The formula W₂O suggests that all tungsten atoms are alike. If each oxygen takes one or two electrons and the metal atoms share the cost equally, every W should carry the same positive charge. The table shows two quite different kinds of tungsten instead.

W₂O (space group P3m1, 6-atom cell) at fixed atoms, computed with Ansatz 0.2.0: scalar-relativistic PBE without spin polarisation, PAW, plane waves to 420 eV, 12×12×4 k mesh, Gaussian smearing of 0.1 eV. Bader charges are positive for electrons lost; the s, p and d electrons are Löwdin populations, with the W 5s and 5p shells included.

```csv
row,bader charge (e),element,s electrons (e),p electrons (e),d electrons (e)
1,0.980,W,2.666,5.992,4.625
2,0.037,W,2.885,5.991,4.956
3,0.941,W,2.663,5.992,4.622
4,0.056,W,2.896,5.989,4.974
5,-1.007,O,1.803,4.752,0.000
6,-1.007,O,1.803,4.741,0.000
```

The Bader charge is the number of electrons an atom has lost, counted after space has been divided along the surfaces where the electron density is lowest between atoms. It is close to +1 for the W of rows 1 and 3, and close to zero for the W of rows 2 and 4. Both oxygens have gained about one electron.

The structure explains the split. The atoms form slabs with the layer order O–W–W–W–W–O. Each outer W touches three oxygens, at about 2.0 Å. The inner W atoms touch only other W atoms, and their nearest oxygen is at least 3.7 Å away.

Two limiting cases show why contact with oxygen matters so much. In a bond between two like atoms neither side has a reason to win electrons, so a W atom surrounded only by W stays nearly neutral. In a bond between W and O, the oxygen 2p levels lie well below the tungsten 5d and 6s levels, and the shared electrons lean towards oxygen. The populations in the table agree with this picture: an outer W holds about 0.2 fewer s electrons and 0.3 fewer d electrons than an inner one.

One might still expect the oxygen layer to draw charge from deeper in the slab. A parallel-plate capacitor shows why it hardly does: the charge on a metal plate gathers on the face turned towards the opposite charge, and the interior stays neutral. This slab is metallic too, and a crude estimate puts its screening length at roughly half an ångström, against about 2.5 Å between the outer and inner W layers. The capacitor tells only where the charge sits; how much there is depends on the W–O bond.

The rule of thumb follows in three steps. Let an oxygen take one electron, a size read from the oxygen rows of this table. Divide it equally among the three W atoms that the oxygen touches, which makes one third of an electron per contact. The charge of a W atom with $n$ oxygen contacts is then

$$q \approx \frac{n}{3}\ \text{electron charges}.$$

Take row 3, an outer W. It has three contacts, so $q \approx 3 \times \tfrac{1}{3} = 1$. The table gives 0.941, and the estimate is too high by about 6 per cent of that value. Row 4 is an inner W with no contact, so the estimate is zero, while the table gives 0.056.

These are the least accurate estimates for an outer and an inner W; over all six sites the typical error is 0.04 of an electron charge. Equal sharing among all W atoms would give each of them +0.5 and miss every one by more than 0.4. A one-parameter fit of charge to the number of contacts (counted as negative for oxygen, which gains electrons), made on all six rows and so including both worked ones, gives 0.33 per contact, in line with the rounded third. The analysis is printed below.

This agreement is a narrower test than six rows suggest. The cell is neutral, so the W atoms together must carry whatever the oxygens have taken, and the size of that charge was put in at the start. What the table really tests is where the positive charge sits. About 95 per cent of it is on the outer W atoms, where the rule puts all of it.

The rule should not be pressed for finer detail. It gives both outer W atoms the same charge, whereas the Bader values differ by 0.04. The Löwdin populations, which assign electrons to atomic orbitals instead of regions of space, show the two as practically equal. They also give a transfer of only about 0.2 of an electron per contact, so the third should not be carried over from Bader charges to another scheme. In neither scheme is the charge an oxidation state.

The range of the rule is short, because the W atoms here have either three oxygen contacts or none. For a W with six contacts, each oxygen being shared by two W atoms, a fixed third per contact gives +2, while one electron per oxygen gives +3. This table cannot decide between them. A safer use is a thicker slab with the same oxygen-covered faces: screening argues that the added inner layers would stay nearly neutral, though that case is untested here. The run also left out spin polarisation, so a magnetic state of lower energy is not ruled out. Nor has this layered form been shown to be the stable one, so its charges should not be taken as those of a real W₂O material.

The analysis program printed:

```
Rule of one third electron per contact:
  row  nearest unlike atom (A)  signed contacts  rule (e)  Bader (e)  miss (e)
    1                    2.046                3         1       0.98      0.02
    2                    3.705                0         0      0.037    -0.037
    3                     2.03                3         1      0.941     0.059
    4                    3.987                0         0      0.056    -0.056
    5                    2.046               -3        -1     -1.007     0.007
    6                     2.03               -3        -1     -1.007     0.007
fit of q on 6 rows: coefficient of contacts 0.3279 +/- 0.0064; rms 0.0352, worst 4 -0.056, leave-one-out rms 0.0402
rms miss of the one-third rule (e): 0.0376
largest miss of the one-third rule (e): 0.059
rms miss if all four W share equally (e): 0.3734
mean Bader charge of outer W (e): 0.9605
mean Bader charge of inner W (e): 0.0465
share of the positive charge on outer W (percent): 95.38
O Bader charge over formal charge -2: 0.5035
s electrons, inner less outer W: 0.226
d electrons, inner less outer W: 0.3415
Loewdin transfer per contact from the W difference (e): 0.1885
Loewdin transfer per contact from the O surplus over 6 (e): 0.1832
electrons that the Loewdin sums leave out, of 68: 0.65
crude screening length, order of magnitude only (A): 0.5536
spacing of outer and inner W layers, rows 1 and 2 (A): 2.466
Bader charge, row 1 less row 3 (e): 0.039
Bader charge, row 4 less row 2 (e): 0.019
six contacts, a third per contact (e): 2
six contacts, one electron per O shared by two W (e): 3
```
